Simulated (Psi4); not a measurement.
# C2H3N (acetonitrile): methods side by side

C2H3N: 6 atoms, total charge 0, spin state singlet. As SMILES, `CC#N`. The shape was relaxed beforehand at PBE0/def2-TZVP.

```xyz
6

C    -0.3006    0.3246   -0.2328
C     0.5299   -0.6740    0.4096
N     1.1893   -1.4666    0.9167
H     0.1103    0.5817   -1.2101
H    -1.3131   -0.0589   -0.3668
H    -0.3444    1.2269    0.3788
```

Quantity: the dipole moment, in D. The values are calculated.

**What was measured.** NIST CCCBDB gives the dipole moment of the gas as 3.92 D.

```json
{"level": "PBE-D4/def2-TZVPP (density fitting)", "kind": "GGA", "program": "Psi4", "value (D)": "3.94", "computed − measured": "+0.02", "CPU time": "50 s"}
{"level": "r2SCAN-D4/def2-TZVPP (density fitting)", "kind": "meta-GGA", "program": "Psi4", "value (D)": "4.05", "computed − measured": "+0.13", "CPU time": "3.1 min"}
{"level": "B3LYP-D4/def2-TZVPP (density fitting)", "kind": "global hybrid", "program": "Psi4", "value (D)": "4.00", "computed − measured": "+0.08", "CPU time": "47 s"}
{"level": "wB97M-V/def2-TZVPP (density fitting)", "kind": "range-separated hybrid", "program": "Psi4", "value (D)": "4.00", "computed − measured": "+0.08", "CPU time": "3.3 min"}
```

Nearest: PBE-D4/def2-TZVPP (density fitting) (+0.02 D); farthest: r2SCAN-D4/def2-TZVPP (density fitting) (+0.13 D). The measured dipole is a vibrational average, so differences of a few hundredths of a debye mean little. Computed less measured by kind, in D (def2-TZVPP rows): GGA +0.02; meta-GGA +0.13; global hybrid +0.08; range-separated hybrid +0.08. Magnitudes only. CPU times are rough (shared hosts, several kinds of processor): they show what a rung costs within a factor of a few.

All four functionals reproduce the large dipole of acetonitrile, with values from 3.94 to 4.05 D against a measured 3.92 D. The size of the moment comes from the nitrile group: nitrogen is more electronegative than carbon and draws the σ and π density of the triple bond towards itself, while its lone pair points outward along the axis. The methyl group adds to this by releasing density into the electron-poor nitrile carbon through induction and hyperconjugation, so the contributions reinforce one another along the molecular axis.

Because the geometry is shared, the spread between methods reflects the electron density rather than differences in bond length. It doesn't follow the amount of exact exchange: r2SCAN, which has none, gives the largest moment, above both hybrids, while PBE, which also has none, gives the smallest. The two hybrids agree with each other, which suggests that long-range exchange matters little for the ground-state polarity of so compact a molecule. PBE's closeness to experiment may partly reflect cancellation between functional and basis-set errors, since the effect of adding diffuse functions wasn't tested.
